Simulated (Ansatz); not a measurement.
BN: the change of energy above lowest point with volume scale

All results are calculated (Ansatz 0.2.0). Free energy against uniform scaling of the volume at fixed shape and fractions; periodic cell, basis, potentials, k mesh and filling as listed.

The cell before it is scaled or strained (space group F-43m, No. 216):
```
cell vectors (Å)
   0.0000     1.8135     1.8135
   1.8135     0.0000     1.8135
   1.8135     1.8135     0.0000
atoms (fractions of the cell vectors)
B   0.00000  0.00000  0.00000
N   0.25000  0.25000  0.25000
```

Settings of every row: functional PBE; dispersion none; potentials PAW; wave cutoff 489.8 eV; density cutoff 1959.2 eV; k mesh 10x10x10; k shift 0x0x0; occupations fixed; smearing width 0 eV; spin none.

```
row  volume scale  V (Å³/atom)  energy above lowest point (meV/atom)
  1        0.9406         5.61                                     ?
  2        0.9703        5.787                                   5.6
  3             1        5.964                                     0
  4        1.0297        6.141                                   6.5
  5        1.0594        6.318                                  23.7
```

Question: what energy above lowest point should row 1 give?

Worked fit of energy above lowest point. Take u = (V_r/V)^(2/3) − 1 with V_r = 6.0525 Å³ an atom, which is twice the finite (Eulerian) strain; such expansions in the strain, on which the Birch-Murnaghan equation of state is built, carry the rest volume and the bulk modulus. The shown rows have u = 0.03036, 0.00987, -0.00963, -0.02822. Least squares give energy above lowest point = 1.83 − 341.3 × u + 15344 × u² meV/atom; a straight line predicts inner rows, each left out in turn, worse (root mean square 8.4 against 0.094 meV/atom). All shown rows lie on it to the printed digit. Its lowest point lies at u = 0.0111, or V = 5.953 Å³ an atom, and the curvature there gives the bulk modulus at fixed shape and fractions, B = (4/9)(1 + u)² E″(u)/V = 375 GPa. The withheld row has u = 0.05192, so the fit gives 1.83 − 341.3 × (0.05192) + 15344 × (0.05192)² = 25.5 meV/atom.

The calculation gave 25.2 meV/atom. The fit lies 0.3 meV/atom (1.2 % of the value, 1.2 % of the column's range) above it; its largest miss of a shown row is 0.0 meV/atom. This row lies beyond the range of the fit.
